**Question.** I can follow the algebra in the Lee–Yang–Parr paper line by line, but I don't trust my understanding. The Colle–Salvetti formula contains the Hartree–Fock pair density and its Laplacian in the interelectronic vector, and a few lines later the result is a functional of $n$ alone with an odd factor $-17/9$. Which steps are identities and which are approximations? Why does $t_W$ carry a Laplacian, when the Weizsäcker term I know has none? Is there a case, ideally a closed-shell molecule like CH$_4$, where I can write $P_2$ down, differentiate it by hand and see how much energy the approximate step costs?

---

**Answer.** Two steps are identities for any closed-shell determinant of real orbitals, and one step, the gradient expansion of a kinetic energy density, is an approximation. A four-orbital model of the methane valence shell shows both identities in closed form and puts a number on the approximation. Hartree atomic units are used throughout (bohr, hartree).

## 1. Starting formula and conventions

Let $\phi_i$ be real, doubly occupied spatial orbitals, $\gamma(\mathbf r_1,\mathbf r_2)=2\sum_i\phi_i(\mathbf r_1)\phi_i(\mathbf r_2)$ the spin-summed density matrix and $n(\mathbf r)=\gamma(\mathbf r,\mathbf r)$. The pair density of the determinant, normalised to the $N(N-1)/2$ distinct pairs, is

$$P_2(\mathbf r_1,\mathbf r_2)=\tfrac12\,n(\mathbf r_1)n(\mathbf r_2)-\tfrac14\,\gamma(\mathbf r_1,\mathbf r_2)^2 .$$

Set $\mathbf r_{1,2}=\mathbf r\pm\mathbf u/2$, so that $\mathbf r$ is the midpoint and $\mathbf u$ the separation. The Colle–Salvetti formula (1975), in the form from which Lee, Yang and Parr (1988) start, is

$$E_c^{\rm CS}=-4a\int\frac{P_2(\mathbf r,\mathbf r)}{n}\;\frac{1+b\,n^{-8/3}\,[\nabla_u^2P_2]_{u=0}\;e^{-c\delta}}{1+d\,\delta}\,d^3r,\qquad \delta\equiv n^{-1/3}.$$

It is itself an approximate, fitted expression, and I take it as given, with the standard parameters $a=0.04918$, $b=0.132$, $c=0.2533$, $d=0.349$. The value of $b$ is tied to the normalisation: with $P_2$ normalised to $N(N-1)$ the prefactor would be $2a$ and $b$ would be halved.

## 2. The two identities

At $u=0$, $\gamma=n$, so $P_2(\mathbf r,\mathbf r)=n^2/2-n^2/4=n^2/4$.

For the curvature, any smooth $f$ obeys

$$\nabla_u^2\,[f(\mathbf r+\tfrac{\mathbf u}2)f(\mathbf r-\tfrac{\mathbf u}2)]_{u=0}=\tfrac12 f\nabla^2f-\tfrac12|\nabla f|^2 ,$$

because each $u$-derivative brings $\pm\frac12$ and the cross term carries the minus sign. With $f=n$ the Hartree part gives

$$\tfrac14 n\nabla^2n-\tfrac14|\nabla n|^2=-2n\,t_W,\qquad t_W=\frac{|\nabla n|^2}{8n}-\frac{\nabla^2n}{8}.$$

With $f=\phi_i$, and $\tau=\sum_i|\nabla\phi_i|^2$, $\nabla^2n=4\sum_i\phi_i\nabla^2\phi_i+4\tau$, one finds $\nabla_u^2\gamma=\frac14\nabla^2n-2\tau$. For real orbitals $\gamma$ is even in $\mathbf u$, so $\nabla_u\gamma=0$ at $u=0$ and $\nabla_u^2\gamma^2=2n\nabla_u^2\gamma$. The exchange part therefore gives $+n\,t_{\rm HF}$ with

$$t_{\rm HF}=-\tfrac12[\nabla_u^2\gamma]_{u=0}=\tau-\tfrac18\nabla^2n .$$

Together, $[\nabla_u^2P_2]_{u=0}=n\,(t_{\rm HF}-2t_W)$. The Laplacian in $t_W$ is thus dictated by differentiating at fixed midpoint. The resulting $t_{\rm HF}$ is the mean of the positive density $\tau$ and the form $-\sum_i\phi_i\nabla^2\phi_i=\tau-\frac14\nabla^2n$, and $t_W$ is what $t_{\rm HF}$ becomes for the single orbital $\sqrt{n/2}$. All these densities integrate to the same kinetic energy, but here they are multiplied by a function of $n$, so the choice matters. Inserting both identities,

$$E_c^{\rm CS}=-a\int\frac{n}{1+d\delta}\,d^3r-ab\int\omega(n)\,(t_{\rm HF}-2t_W)\,d^3r,\qquad \omega(n)=\frac{\delta^2e^{-c\delta}}{1+d\delta}.$$

Nothing has been approximated beyond the starting formula.

## 3. The approximation

For a slowly varying density the second-order expansion has the form $t_{\rm HF}\approx C_Fn^{5/3}+\lambda|\nabla n|^2/(8n)+\mu\nabla^2n$, with $C_F=\frac3{10}(3\pi^2)^{2/3}=2.8712$; dimensional analysis makes $\lambda$ and $\mu$ pure numbers. Linear response of the free electron gas fixes both. Take $k_F=1$ and a weak potential $\delta v\,e^{i\mathbf q\cdot\mathbf r}$. It mixes plane waves $\mathbf k\pm\mathbf q/2$, which add a term proportional to $e^{i\mathbf q\cdot\mathbf r}e^{i\mathbf k\cdot\mathbf u}$ to $\gamma$, so $-\frac12\nabla_u^2$ returns $k^2/2$. Sum over occupied states $\mathbf p=\mathbf k-\mathbf q/2$, with $z$ the component of $\mathbf p$ along $\mathbf q$, $s=q/2$ and energy denominator $-q(z+s)$. The discs of area $\pi(1-z^2)$ give $\delta n=-N_0\,\delta v/(2\pi^2q)$ and $\delta t_{\rm HF}=-N_2\,\delta v/(2\pi^2q)$, with principal values

$$N_0=\int_{-1}^1\frac{1-z^2}{z+s}dz=(1-s^2)L+2s,$$

$$N_2=\int_{-1}^1\frac{\frac14(1-z^2)^2+\frac12(1-z^2)(z+s)^2}{z+s}dz=\tfrac14(1-s^2)^2L+\tfrac32s-\tfrac12s^3,$$

and $L=\ln|(1+s)/(1-s)|$. Expanding, $N_0=4s-\frac43s^3+\dots$ and $N_2=2s-\frac43s^3+\dots$. The ratio $\delta t_{\rm HF}/\delta n=\frac12-q^2/24$ must equal $\frac12-\mu q^2$, so $\mu=1/24$. The inverse response $-\delta v/\delta n=\pi^2(1+q^2/12)$ must equal the second functional derivative of the kinetic energy, $\pi^2+\lambda q^2/(4n)$ with $n=1/(3\pi^2)$, so $\lambda=1/9$. Rewriting in terms of $t_W$, and using $\frac1{24}+\frac1{72}=\frac1{18}$,

$$t_{\rm GE}=C_Fn^{5/3}+\frac{|\nabla n|^2}{72n}+\frac{\nabla^2n}{24}=C_Fn^{5/3}+\frac{t_W}9+\frac{\nabla^2n}{18}.$$

Replacing $t_{\rm HF}$ by $t_{\rm GE}$ and adding $-2+\frac19=-\frac{17}9$ gives the closed-shell LYP functional,

$$E_c^{\rm LYP}=-a\int\frac{n+b\,n^{-2/3}\left[C_Fn^{5/3}-\frac{17}9t_W+\frac1{18}\nabla^2n\right]e^{-cn^{-1/3}}}{1+d\,n^{-1/3}}\,d^3r .$$

Of the $-17/9$, the $-2$ is exact and comes from the Hartree product, and only the $+1/9$ comes from the electron gas.

## 4. The smallest model: eight electrons in $s+p$ Gaussians

One orbital is too little. For $\phi\propto e^{-\alpha r^2/2}$ doubly occupied, $P_2=\frac14n(\mathbf r)^2e^{-\alpha u^2/2}$ and $t_{\rm HF}=t_W=\frac34\alpha n$, so the curvature is $-\frac34\alpha n^2=-n\,t_W$. The identity holds, but $t_{\rm HF}$ is already a density functional and nothing needs expanding. More orbitals are needed, and the next closed shell of the spherical oscillator has the symmetry of the methane valence shell, $a_1^2t_2^6$.

Picture four bond pairs as spherical Gaussians $e^{-\alpha|\mathbf r-\mathbf R_k|^2/2}\propto e^{-\alpha r^2/2}e^{\alpha\mathbf r\cdot\mathbf R_k}$ on the vertices $\mathbf R_k$ of a tetrahedron. A determinant depends only on the space its orbitals span. As $R\to0$ the $a_1$ combination tends to $e^{-\alpha r^2/2}$ and the three $t_2$ combinations to that Gaussian times a Cartesian coordinate $r_j$. The orthonormal orbitals are

$$\phi_s=(\alpha/\pi)^{3/4}e^{-\alpha r^2/2},\qquad \phi_j=\sqrt{2\alpha}\,r_j\,\phi_s\quad(j=1,2,3).$$

The model has no carbon $1s$ pair, no cusps and no tetrahedral modulation of the density, and its orbitals are not self-consistent for methane. Section 2 needs none of this. With $x=\alpha r^2$, $A=1+2x$ and $n_0=2(\alpha/\pi)^{3/2}$,

$$n=n_0e^{-x}A,\qquad \langle r^2\rangle_{\rm total}=18/\alpha,\qquad T=9\alpha .$$

I choose $\alpha=\frac12$ bohr$^{-2}$ so that the summed $\langle r^2\rangle$ is 36 bohr$^2$, an approximate value typical of methane's electron cloud. Then $n_0=0.1270$ bohr$^{-3}$ and $T=4.5$ hartree.

**Pair density.** Since $r_1^2+r_2^2=2r^2+u^2/2$, $\mathbf r_1\cdot\mathbf r_2=r^2-u^2/4$ and $r_{1,2}^2=r^2+u^2/4\pm\mathbf r\cdot\mathbf u$,

$$\gamma=n_0e^{-x-\alpha u^2/4}\left(A-\tfrac12\alpha u^2\right),$$

$$n(\mathbf r_1)n(\mathbf r_2)=n_0^2e^{-2x-\alpha u^2/2}\left[(A+\tfrac12\alpha u^2)^2-4\alpha^2(\mathbf r\cdot\mathbf u)^2\right],$$

$$P_2=n_0^2e^{-2x-\alpha u^2/2}\left[\tfrac14A^2+\tfrac34A\alpha u^2+\tfrac1{16}\alpha^2u^4-2\alpha^2(\mathbf r\cdot\mathbf u)^2\right].$$

This is exact for all $\mathbf u$ and integrates to 28 pairs. At $u=0$ it is $n^2/4$. Using $\nabla_u^2u^2=6$ and $\nabla_u^2(\mathbf r\cdot\mathbf u)^2=2r^2$, the direct Laplacian is

$$[\nabla_u^2P_2]_0=\alpha n_0^2e^{-2x}\left[-\tfrac34A^2+\tfrac92A-4x\right]=\alpha n_0^2e^{-2x}\,\tfrac14(3-2x)(5+6x).$$

**Kinetic densities.** In the unit $\epsilon(x)=\alpha n_0e^{-x}$, differentiation of the orbitals and of $n$ gives

$$\frac\tau\epsilon=3-\tfrac32x+x^2,\qquad \frac{\nabla^2n}\epsilon=8x^2-24x+6,\qquad \frac{|\nabla n|^2}{n\,\epsilon}=\frac{4x(1-2x)^2}{1+2x},$$

$$\frac{t_{\rm HF}}\epsilon=\tfrac94+\tfrac32x,\qquad \frac{t_W}\epsilon=\frac{12x^2+8x-3}{4(1+2x)} .$$

The general statement is now a polynomial identity:

$$(1+2x)\left(\tfrac94+\tfrac32x\right)-\tfrac12(12x^2+8x-3)=\tfrac{15}4+2x-3x^2=\tfrac14(3-2x)(5+6x).$$

It matches the direct Laplacian. The curvature changes sign at $x=3/2$, which is $r=1.73$ bohr. Inside, the spherically averaged $P_2$ rises as the electrons separate, because the same-spin Fermi hole fills in. Outside, the fall of the product $n(\mathbf r_1)n(\mathbf r_2)$ wins. Since the second term of $E_c$ is $-ab\,\omega$ times curvature over $n$, the inner region adds correlation energy and the tail removes it.

**Gradient expansion.** In the same unit,

$$\frac{t_{\rm GE}}\epsilon=\kappa(1+2x)^{5/3}e^{-2x/3}+\frac{x(1-2x)^2}{18(1+2x)}+\frac{4x^2-12x+3}{12},\qquad \kappa=\frac{2^{2/3}C_F}\pi=1.4508 .$$

No $\alpha$ appears, because all kinetic densities scale alike under uniform scaling. Only $\omega$ depends on the size of the molecule.

| $x$ | $r$ (bohr) | $t_{\rm HF}/\epsilon$ | $t_{\rm GE}/\epsilon$ | $t_W/\epsilon$ | $(t_{\rm HF}-2t_W)/\epsilon$ | $(t_{\rm GE}-2t_W)/\epsilon$ | $\omega$ (bohr$^2$) |
|---|---|---|---|---|---|---|---|
| 0 | 0 | 2.25 | 1.70 | −0.75 | 3.75 | 3.20 | 1.41 |
| 1 | 1.41 | 3.75 | 4.25 | 1.42 | 0.92 | 1.42 | 1.36 |
| 2 | 2.00 | 5.25 | 5.37 | 3.05 | −0.85 | −0.73 | 1.62 |
| 3 | 2.45 | 6.75 | 5.87 | 4.61 | −2.46 | −3.34 | 1.97 |
| 4 | 2.83 | 8.25 | 6.72 | 6.14 | −4.03 | −5.56 | 2.32 |

Point by point the expansion is mediocre. It lies 24 per cent below the exact $t_{\rm HF}$ at the centre, 13 per cent above at $x=1$ and 19 per cent below at $x=4$. The deviation oscillates, so integrals fare better. Without a weight the Laplacian drops out, and

$$T_{\rm TF}=8.586\,\alpha,\qquad T_W=\left[3+\sqrt{2\pi e}\,\operatorname{erfc}(1/\sqrt2)\right]\alpha=4.311\,\alpha ,$$

where $T_{\rm TF}=\int C_Fn^{5/3}$ comes from quadrature and $T_W=\int t_W$ from the partial fraction $x(1-2x)^2/A=\frac12A^2-\frac52A+4-2/A$. The sum $T_{\rm TF}+T_W/9=(8.586+0.479)\alpha=9.065\,\alpha$ lies 0.7 per cent above the exact $9\alpha$.

## 5. Energies

The factors $e^{-c\delta}$ and $1/(1+d\delta)$ leave one-dimensional radial integrals of the closed forms above. For $\alpha=\frac12$, in atomic units:

| integral | value |
|---|---|
| $J_1=\int n/(1+d\delta)$ | 4.267 |
| $J_{\rm HF}=\int\omega\,t_{\rm HF}$ | 7.429 |
| $J_W=\int\omega\,t_W$ | 3.861 |
| $J_{\rm TF}=\int\omega\,C_Fn^{5/3}$ | 6.663 |
| $J_L=\int\omega\,\nabla^2n/18$ | 0.248 |

The expansion replaces $J_{\rm HF}=7.429$ by $J_{\rm TF}+J_W/9+J_L=6.663+0.429+0.248=7.340$, lower by 0.088, or 1.2 per cent. The sign is opposite to that of the unweighted comparison because $\omega$ favours the tail, where $t_{\rm GE}<t_{\rm HF}$ (its maximum is located in section 6). With $2J_W=7.722$, a first term $-aJ_1=-209.9$ mhartree and $ab=6.492$ mhartree per unit of $J$:

| treatment of $t_{\rm HF}$ | bracket | second term (mhartree) | $E_c$ (mhartree) |
|---|---|---|---|
| exact orbitals (Colle–Salvetti) | $J_{\rm HF}-2J_W=-0.293$ | +1.9 | −208.0 |
| second order (LYP) | $J_{\rm TF}-\frac{17}9J_W+J_L=-0.382$ | +2.5 | −207.4 |
| Thomas–Fermi term only | $J_{\rm TF}-2J_W=-1.059$ | +6.9 | −203.0 |

Three things can be read from these numbers.

First, the approximate step moves the model's correlation energy by 0.57 mhartree, which is 0.3 per cent of the total. The two second-order terms matter: without them the shift from the Colle–Salvetti value would be 5.0 mhartree.

Second, the small shift does not mean that the curvature term is well reproduced. The bracket is a near cancellation between two numbers of order 7.5, and the 1.2 per cent change in $J_{\rm HF}$ is a 30 per cent change in the bracket. The total is insensitive because $ab$ is small and the local first term, which the expansion does not touch, carries nearly everything in this model. The omitted fourth- and higher-order gradient terms, together with the shell structure that no gradient series captures, amount by construction to the whole 0.088.

Third, the Laplacian convention is not cosmetic. Putting the positive $\tau$ in place of $t_{\rm HF}$ adds $\int\omega\nabla^2n/8=\frac{18}8J_L=0.558$ to the bracket and lowers $E_c$ by 3.6 mhartree, about six times the effect of the gradient expansion.

## 6. From the Laplacian form to a GGA

The functional of section 3 contains $\nabla^2n$ linearly, multiplied by a function of $n$ alone, so one partial integration removes it (Miehlich, Savin, Stoll and Preuss, 1989). From $d\delta/dn=-\delta/(3n)$,

$$\frac{n}{\omega}\frac{d\omega}{dn}=-\frac{2-\Delta}3,\qquad \Delta=c\delta+\frac{d\delta}{1+d\delta},$$

where the last numerator is the parameter $d$ times $\delta$. The weight peaks at $\Delta=2$, that is $\delta=5.33$ bohr or $n=0.0066$ bohr$^{-3}$, which the model reaches at $r=3.3$ bohr. The surface term vanishes because of $e^{-c\delta}$, so

$$\int\omega\nabla^2n\,d^3r=\int\omega\,\frac{2-\Delta}3\,\frac{|\nabla n|^2}n\,d^3r .$$

The gradient part of the LYP bracket is $-\frac{17}{72}|\nabla n|^2/n+\frac7{24}\nabla^2n$, and $-\frac{17}{72}+\frac7{72}(2-\Delta)=-\frac1{72}(3+7\Delta)$. Hence

$$E_c^{\rm LYP}=-a\int\frac n{1+d\delta}\,d^3r-ab\int\omega\left[C_Fn^{5/3}-\frac{3+7\Delta}{72}\frac{|\nabla n|^2}n\right]d^3r .$$

In the model the gradient integral in either form is $-\frac{17}9J_W+J_L=-7.045$, which with $J_{\rm TF}$ restores the bracket $-0.382$. In this form the gradient correction to the energy is positive everywhere. The same partial integration turns the unexpanded bracket $t_{\rm HF}-2t_W$ into $\tau-(4+\Delta)|\nabla n|^2/(24n)$, so the closed-shell Colle–Salvetti formula is a meta-GGA, and LYP is the GGA obtained by expanding its $\tau$.

## 7. What the reduction inherits

The reduction approximates Colle–Salvetti, and the model tests only that step. The limits of the parent formula pass through unchanged. For a general determinant the on-top value is $P_2(\mathbf r,\mathbf r)=n_\uparrow n_\downarrow$, which multiplies the whole integrand. The formula therefore gives zero for one electron, as it should, and also zero for any fully spin-polarised many-electron system, which it should not. For the unpolarised uniform gas $t_{\rm GE}$ is exact, yet the energy per electron is $-a(1+bC_Fe^{-c\delta})/(1+d\delta)$, which tends to the finite value $-a(1+bC_F)=-67.8$ mhartree at high density, whereas the exact correlation energy per electron grows in magnitude like the logarithm of the density.

The figure of $-0.21$ hartree belongs to the eight-electron model with its chosen $\alpha$. The all-electron correlation energy of methane is typically put near $-0.30$ hartree, so the model is too small in magnitude by about 0.09 hartree, a little under a third, mainly because it omits the carbon $1s$ pair and its correlation with the valence shell.